**Question.** I keep meeting the rule that time reversal either does nothing to an irreducible representation, doubles it, or glues it to a partner, and that one character sum decides which. Where does that come from when the antiunitary operations come mixed with spatial ones, as in the magnetic point group $\bar 3'm'$ of antiferromagnetic Cr$_2$O$_3$? And can all three cases occur in that one crystal?

---

**Answer.** All three occur. Here is Wigner's construction, the character test, and then Cr$_2$O$_3$.

## Premises and conventions

1. The symmetry operations form a finite group $M$ (translations made finite by periodic boundary conditions, the double group for half-integer spin). Each is unitary and linear, or antiunitary: $a(x f)=x^*\,af$ and $\langle af|ag\rangle=\langle f|g\rangle^*$.
2. A product of two antiunitary elements is unitary, so the unitary ones form a normal subgroup $H$ of index 2, and $M=H+a_0H$ for any fixed antiunitary $a_0$. Below $u\in H$, $a\in a_0H$, $g\in M$.
3. Basis functions are a row $\Psi$, and $g\Psi=\Psi D(g)$.

## Step 1: the multiplication rule

For unitary $u$, $u(g\Psi)=(u\Psi)D(g)=\Psi D(u)D(g)$. An antiunitary $a$ conjugates the coefficients: $a(g\Psi)=(a\Psi)D(g)^*$. Hence

$$D(u)D(g)=D(ug),\qquad D(a)D(g)^*=D(ag).$$

Such a set of matrices is a corepresentation. A change of basis $\Psi'=\Psi S$ gives $a\Psi'=\Psi D(a)S^*$, so

$$D'(u)=S^{-1}D(u)S,\qquad D'(a)=S^{-1}D(a)S^*.$$

With $S=e^{i\omega}$ every $D(a)$ picks up $e^{-2i\omega}$. The common phase of the antiunitary matrices means nothing, and their traces are not invariants. All elements preserve $|\langle f|g\rangle|$, so the orthogonal complement of an invariant subspace is invariant and corepresentations reduce completely.

## Step 2: the space generated by one irrep of $H$

Take an irreducible corepresentation, and in its space an orthonormal row $\psi$ of $d$ functions carrying a unitary irrep of $H$, $u\psi=\psi\Delta(u)$. Put $\phi=a_0\psi$. Since $a_0^{-1}ua_0\in H$,

$$u\phi=a_0(a_0^{-1}ua_0)\psi=\phi\,\bar\Delta(u),\qquad \bar\Delta(u)\equiv\Delta(a_0^{-1}ua_0)^*.$$

$\bar\Delta$ is a unitary irrep of $H$, because conjugation by $a_0$ is an automorphism of $H$ and complex conjugation keeps products and irreducibility. For antiunitary $a$, both $a_0^{-1}a$ and $aa_0$ lie in $H$:

$$a\psi=a_0(a_0^{-1}a)\psi=\phi\,\Delta(a_0^{-1}a)^*,\qquad a\phi=\psi\,\Delta(aa_0).$$

So $V=\mathrm{span}(\psi,\phi)$ is invariant under $M$ and must be the whole space. The spans of $\psi$ and $\phi$ are $H$-irreducible, so they coincide or meet only in zero: the dimension is $d$ or $2d$. When they are independent,

$$D(u)=\begin{pmatrix}\Delta(u)&0\\0&\bar\Delta(u)\end{pmatrix},\qquad D(a)=\begin{pmatrix}0&\Delta(aa_0)\\ \Delta(a_0^{-1}a)^*&0\end{pmatrix}.$$

## Step 3: $\bar\Delta$ inequivalent to $\Delta$, case (c)

Functions of inequivalent irreps are orthogonal, so $\dim V=2d$. An $M$-invariant subspace is $H$-invariant, and with two inequivalent constituents the only proper ones are the span of $\psi$ and the span of $\phi$. The element $a_0$ swaps them. The $2d$-dimensional matrices above are irreducible, and starting from $\bar\Delta$ gives the same corepresentation.

## Step 4: $\bar\Delta$ equivalent to $\Delta$, the sign $\lambda$

Now $\Delta(a_0^{-1}ua_0)^*=\beta^{-1}\Delta(u)\beta$. Equivalent unitary irreps are related by a unitary matrix, and Schur's lemma fixes $\beta$ up to a phase. Apply the relation to $v=a_0^{-1}ua_0$ and then use it once more for $\Delta(v)$:

$$\Delta(a_0^{-2}ua_0^{2})^*=\beta^{-1}\Delta(v)\beta=\beta^{-1}\left[\beta^{-1}\Delta(u)\beta\right]^*\beta .$$

Conjugate, and use $a_0^2\in H$ on the left:

$$\Delta(a_0^2)^{-1}\Delta(u)\Delta(a_0^2)=(\beta\beta^*)^{-1}\Delta(u)\,(\beta\beta^*).$$

So $\beta\beta^*\Delta(a_0^2)^{-1}$ commutes with every $\Delta(u)$, and Schur gives $\beta\beta^*=\lambda\Delta(a_0^2)$, with $|\lambda|=1$ by unitarity. To see that $\lambda$ is real, set $u=a_0^2$, which commutes with $a_0$: $\Delta(a_0^2)^*=\beta^{-1}\Delta(a_0^2)\beta=\lambda^{-1}\beta^*\beta$. The conjugate of the defining relation reads $\Delta(a_0^2)^*=(\lambda^*)^{-1}\beta^*\beta$. Hence $\lambda=\lambda^*$ and

$$\beta\beta^*=\pm\Delta(a_0^2).$$

The free phase of $\beta$ cancels in $\beta\beta^*$.

## Step 5: cases (a) and (b)

Define $\eta=\phi\beta^{-1}$. Then $u\eta=\phi\bar\Delta\beta^{-1}=\eta\Delta(u)$, so $\eta$ transforms exactly like $\psi$. Further,

$$a_0\psi=\eta\beta,\qquad a_0\eta=(a_0\phi)(\beta^*)^{-1}=\psi\Delta(a_0^2)(\beta^*)^{-1}=\lambda\,\psi\beta .$$

*Overlap.* By Schur, $\langle\psi_i|\eta_j\rangle=s\,\delta_{ij}$. Antiunitarity says $\langle a_0\psi_i|a_0\eta_j\rangle=s^*\delta_{ij}$, while the two formulas give $\lambda[\beta^\dagger s^*\beta]_{ij}=\lambda s^*\delta_{ij}$. For $\lambda=-1$, $s=0$: the partners are orthogonal and $\dim V=2d$. This is Kramers' argument in general form.

*Invariant subspaces.* Let $\psi,\eta$ be independent. By Schur, a $d$-dimensional $H$-invariant subspace is spanned by $\xi=x\psi+y\eta$ with numbers $x,y$. Then $a_0\xi=(\lambda y^*\psi+x^*\eta)\beta$. The bracket transforms by $\Delta$, so invariance needs it equal to $\mu\xi$: $\lambda y^*=\mu x$ and $x^*=\mu y$. Eliminating $y$ gives $x=\lambda|\mu|^2x$, and $x=0$ would force $y=0$, so $\lambda|\mu|^2=1$.

* **(b)** $\lambda=-1$: no solution. The corepresentation is irreducible, of dimension $2d$, with $D(u)=\mathrm{diag}(\Delta,\Delta)$ and $D(a_0)=\begin{pmatrix}0&-\beta\\ \beta&0\end{pmatrix}$.
* **(a)** $\lambda=+1$: $y=\pm x$ real solves it, with $\mu=\pm1$. Independent $\psi,\eta$ would make $V$ reducible, so in an irreducible space $\eta\propto\psi$, the dimension is $d$, and $D(u)=\Delta(u)$, $D(a_0)=\beta$ up to the meaningless phase of Step 1 ($S=i$ turns $\beta$ into $-\beta$).

The other matrices follow from $D(ua_0)=D(u)D(a_0)$. In each case $\Delta$ fixes the corepresentation up to equivalence, so running through the irreps of $H$ yields them all.

## Step 6: the character test

Write $a=a_0u$, so that $a^2=a_0^2\,(a_0^{-1}ua_0)\,u$, a product of three elements of $H$. With $\chi=\mathrm{tr}\,\Delta$ and repeated indices summed,

$$\sum_a\chi(a^2)=\Delta(a_0^2)_{ij}\sum_u\bar\Delta(u)^*_{jk}\,\Delta(u)_{ki}.$$

In case (c) the orthogonality theorem makes the sum vanish. Otherwise insert $\bar\Delta^*_{jk}=(\beta^{*-1})_{jl}\Delta^*_{lm}\beta^*_{mk}$ and $\sum_u\Delta^*_{lm}\Delta_{ki}=(|H|/d)\,\delta_{lk}\delta_{mi}$:

$$\sum_a\chi(a^2)=\frac{|H|}{d}\left[\Delta(a_0^2)\beta^{*-1}\right]_{ik}\beta^*_{ik}=\lambda\frac{|H|}{d}\,\beta_{ik}\beta^*_{ik}=\lambda|H|.$$

The result:

$$\sum_{a\in a_0H}\chi(a^2)=\begin{cases}+|H|&\text{(a), dimension } d\\-|H|&\text{(b), dimension } 2d,\ \Delta\oplus\Delta\\0&\text{(c), dimension } 2d,\ \Delta\oplus\bar\Delta\end{cases}$$

The left side does not mention $a_0$, so the case is independent of that choice. If $a_0$ commutes with $H$ and $a_0^2=E$, this is the Frobenius–Schur test for real, pseudoreal and complex irreps; if $a_0^2=\bar E$, the rotation by $2\pi$, the signs flip for double-valued irreps. For a double group $|H|$ counts the barred elements.

*Space groups.* Use $\{R|\tau\}\{S|\sigma\}=\{RS|\tau+R\sigma\}$ and $\{E|t\}\psi_k=e^{-ik\cdot t}\psi_k$. $M$ is the group of operations that keep $k$ modulo a reciprocal vector $G$; for $a=\theta\{R|\tau\}$, with $\theta$ time reversal, that means $-Rk\equiv k$. Multiplying $a$ by a lattice translation $t$ multiplies $a^2$ by $\{E|t+Rt\}$, whose phase $e^{-i(k+R^{-1}k)\cdot t}$ is 1. One representative per coset suffices, and $|H|$ becomes the order of the unitary point group of $k$. This is Herring's form of the test.

## Step 7: $\bar3'm'$ and Cr$_2$O$_3$

I assume the usual order: corundum structure ($R\bar3c$), collinear Cr moments along $c$, magnetic cell equal to the chemical one, magnetic space group $R\bar3'c'$. Inversion $I$ and the mirrors carry $\theta$, and a twofold rotation, being inversion times mirror, carries none. So $H=D_3=\{E,2C_3,3C_2'\}$ and $a_0=\theta I$. Conventions: a rotation acts on spin as $e^{-i\alpha\,\hat n\cdot\sigma/2}$, $I$ leaves spin alone, $\theta$ commutes with spatial operations, and $\theta^2=\bar E$, which is $+1$ on single-valued and $-1$ on double-valued irreps. Take $z\parallel c$ and $x$ along a twofold axis.

**At $\Gamma$** translations drop out, $a_0$ commutes with $H$, $\bar\Delta=\Delta^*$ and $(a_0u)^2=\theta^2u^2$. The double group has order 12 and three double-valued irreps. $\Gamma_4$ is the spin-1/2 matrix. On $m=\pm3/2$, $C_3=-1$ and $C_{2x}$ swaps the two states with factor $i$, giving one-dimensional $\Gamma_5,\Gamma_6$ with $\chi(C_{2x})=\pm i$. Split the test into $S_3$, from rotations about $c$, and $S_2$, from the twofold elements.

For $\Gamma_4$ the six rotations by $2\pi n/3$ have squares with $\chi=2\cos(2\pi n/3)$, so $S_3=0$. Each of the six twofold elements squares to $\bar E$, $\theta^2\bar E=E$, and $S_2=12$. Directly: $\Delta^*=\sigma_y\Delta\sigma_y$, $\beta=i\sigma_y$, $\beta\beta^*=-1=+\Delta(\bar E)$, case (a). For $\Gamma_5$, the squared rotations have $\chi=1$, so $S_3=-6$, and $S_2=6$. The sum is 0, case (c), with $D(C_{2x})=\mathrm{diag}(i,-i)$ and $D(a_0)=\begin{pmatrix}0&-1\\1&0\end{pmatrix}$.

**At $Z=(0,0,3\pi/c)$**, the zone boundary on the axis (the shortest $G$ along $z$ is $6\pi/c$ for the rhombohedral lattice), the whole point group keeps $k$. Put the origin at the site of symmetry 32 on the axis. The representatives of $H$ are then $\{u|0\}$, with the same irreps as at $\Gamma$, and $a_0=\theta\{I|\tau\}$ with $\tau=\tfrac c2\hat z$. For $a=\theta\{Iu|\tau\}$ the square is $\theta^2\{u^2|\tau+Iu\tau\}$. Rotations about $c$ give $Iu\tau=-\tau$ and no translation. For twofold $u$, $Iu$ is a mirror containing $z$, the translation is $c\hat z$, and its phase is $e^{-3\pi i}=-1$. The test at $Z$ is $S_3-S_2$.

| irrep | $\lvert H\rvert$ | $S_3$ | $S_2$ | $\Gamma$: $S_3+S_2$ | case, dim | $Z$: $S_3-S_2$ | case, dim |
|---|---|---|---|---|---|---|---|
| $A_1$, $A_2$ | 6 | 3 | 3 | 6 | (a), 1 | 0 | (c), 2 |
| $E$ | 6 | 0 | 6 | 6 | (a), 2 | $-6$ | (b), 4 |
| $\Gamma_4$ | 12 | 0 | 12 | 12 | (a), 2 | $-12$ | (b), 4 |
| $\Gamma_5$, $\Gamma_6$ | 12 | $-6$ | 6 | 0 | (c), 2 | $-12$ | (b), 2 |

Check on $\Gamma_4$ at $Z$: $a_0^{-1}\{C_{2x}|0\}a_0=\{C_{2x}|c\hat z\}$, so $\bar\Delta(C_{2x})=-(-i\sigma_x)^*=-i\sigma_x=\Delta(C_{2x})$, while $\bar\Delta(C_3)=\Delta(C_3)^*$. Then $\beta=\sigma_x$ and $\beta\beta^*=+1=-\Delta(\bar E)$, case (b). At $Z$, $A_1$ pairs with $A_2$, and $\Gamma_5$ and $\Gamma_6$ each pair with themselves.

**On the line $\Lambda$** between $\Gamma$ and $Z$, $C_2'$ reverses $k_z$ and drops out, while $\theta I$ keeps every $k$. $H$ is the double group of $C_3$, of order 6, with $\chi_m=e^{-2\pi imn/3}$ and $m=\pm\tfrac12,\tfrac32$ defined modulo 3. The test is $-\sum_{n=0}^5e^{-4\pi imn/3}$: it is 0 for $m=\pm\tfrac12$, which pair by (c), and $-6$ for $m=\tfrac32$, case (b). **At a general $k$**, $H=\{E,\bar E\}$ and the test gives $-2$, case (b). Every electron band is at least doubly degenerate everywhere, although $\theta$ alone is broken.

So the point group $\bar3'm'$ has only cases (a) and (c), and (b) enters through its subgroups and through the glide at $Z$.

## Range of validity

The classification is exact under premises 1 to 3 and gives the degeneracy that $M$ enforces. It gives no energies or level order, and excludes neither accidental degeneracy nor that of a larger symmetry, such as spin rotation about the moment axis when spin–orbit coupling is dropped. For Cr$_2$O$_3$ it concerns one-particle states in a static ordered background, in one bulk domain (both domains have the same group), below the Néel temperature, typically about 307 K, and with moments along $c$, which fails above the spin-flop field, typically about 6 T at low temperature. Above the Néel point $\theta$ itself is a symmetry and the analysis must be redone with the grey group.

An electric or a magnetic field breaks $\theta I$. Along $c$, either one leaves $3m'$: $H$ is the double group of $C_3$ and each antiunitary element is $\theta\{m|\tau\}$, with square $\{E|c\hat z\}$. The test gives $6$ at $\Gamma$, so doublets split, and $-6$ at $Z$, so a quartet splits only into two doublets.

## Numerical illustration

The lattice constants are compiled values, $a=4.957$ Å and $c=13.5923$ Å (as listed by Sawada 1994, room temperature presumed), so $k_Z=3\pi/c=0.693$ Å$^{-1}$.

*Counting.* The four Cr of the primitive cell lie on the axis at $\pm\delta$ and $c/2\pm\delta$. If the moment at $\delta$ is up, $C_{2x}$ makes that at $-\delta$ down, $a_0$ makes that at $c/2-\delta$ down, and their product, the primed glide, makes that at $c/2+\delta$ up. Assume the ionic picture Cr$^{3+}$, $t_{2g}^3$: three majority-spin orbitals per site, 12 states per $k$, cut off from the empty states by the gap (3.3 eV as listed by Medasani 2019). In $C_3$, $t_{2g}$ carries orbital labels $0,\pm1$, so each site holds $m=\tfrac12,-\tfrac12,\tfrac32$ once, for either spin. At $\Gamma$ and $Z$ the character is $4[2\cos(\pi n/3)+(-1)^n]$ on rotations about $c$ and zero on twofold elements, which move every site. Projection gives $4\Gamma_4+2\Gamma_5+2\Gamma_6$. By the table, there are 6 doublets at $\Gamma$ (four $\Gamma_4$, two $\Gamma_5\Gamma_6$), 6 on $\Lambda$, and 4 levels at $Z$, with degeneracies $4+4+2+2$. The four $m=\pm\tfrac12$ doublets must meet in pairs at $Z$. Mixing with O $2p$ states moves the levels and cannot alter the allowed degeneracies.

*One crossing, explicitly.* Keep the orbital with label 0. Its $m=+\tfrac12$ states sit on A at $\delta$ and B at $c/2+\delta$. Through the rhombohedral translations, A has three B neighbours at height $+c/6$ and three at $-c/6$, at distance $\sqrt{a^2/3+c^2/36}=3.65$ Å, and three A neighbours at each of $\pm c/3$, at $\sqrt{a^2/3+c^2/9}=5.36$ Å. Let $t$ be the effective amplitude for an upward hop A→B and $t'$ for an upward hop A→A; $C_3$ makes each triple equal. The primed glide keeps up and down, exchanges A and B, keeps the spin, and conjugates amplitudes. So the upward hop B→A is $t^*$, whose Hermitian conjugate, the downward hop A→B, is $t$, and the upward hop B→B is $t'^*$. On $\Lambda$,

$$h_{BA}=3t\,(e^{-ikc/6}+e^{ikc/6})=6t\cos\tfrac{kc}{6},$$
$$h_{AA,BB}=\varepsilon+6\,\mathrm{Re}\,t'\cos\tfrac{kc}{3}\pm6\,\mathrm{Im}\,t'\sin\tfrac{kc}{3}.$$

$\theta I$ maps this block to its complex conjugate on the two down sites, with the same eigenvalues: the case (c) doublets. Their separation is

$$W(k)=12\sqrt{|t|^2\cos^2\tfrac{kc}{6}+(\mathrm{Im}\,t')^2\sin^2\tfrac{kc}{3}},$$

which vanishes at $kc=3\pi$ for any $t,t'$, as the case (b) quartet demands. Measured from their mean, the branches leave $Z$ with slope $\pm c\sqrt{|t|^2+4(\mathrm{Im}\,t')^2}$.

Assume $|t|=0.05$ eV and first $\mathrm{Im}\,t'=0$. The model gives $W=0.60$ eV at $\Gamma$, $0.42$ eV halfway to $Z$, a slope of $0.68$ eV Å at $Z$, and $W=14$ meV, or $1.6\times10^2$ K in temperature units, at $0.01$ Å$^{-1}$ from $Z$. $\mathrm{Im}\,t'$ needs spin–orbit coupling; an assumed $0.005$ eV raises the slope by 2 per cent. An assumed $\mathrm{Re}\,t'$ of $0.01$ eV moves both doublets together by $0.12$ eV across $\Lambda$ and leaves $W$ alone. A field of 1 T along $c$, with $g=2$ assumed, shifts the two blocks apart by $2\mu_BB=0.12$ meV, or 1.3 K: four singlets on $\Lambda$, and two doublets at $Z$, as $3m'$ requires.

These energies are the model's, not the material's. They scale with the assumed $|t|$, which was chosen so that the width has the order typical of $t_{2g}$ bands in $3d$ oxides, about 1 eV, and no agreement should be read into it. The pattern of six doublets on $\Gamma$–$\Lambda$ merging into $4+4+2+2$ at $Z$ does not depend on any hopping amplitude.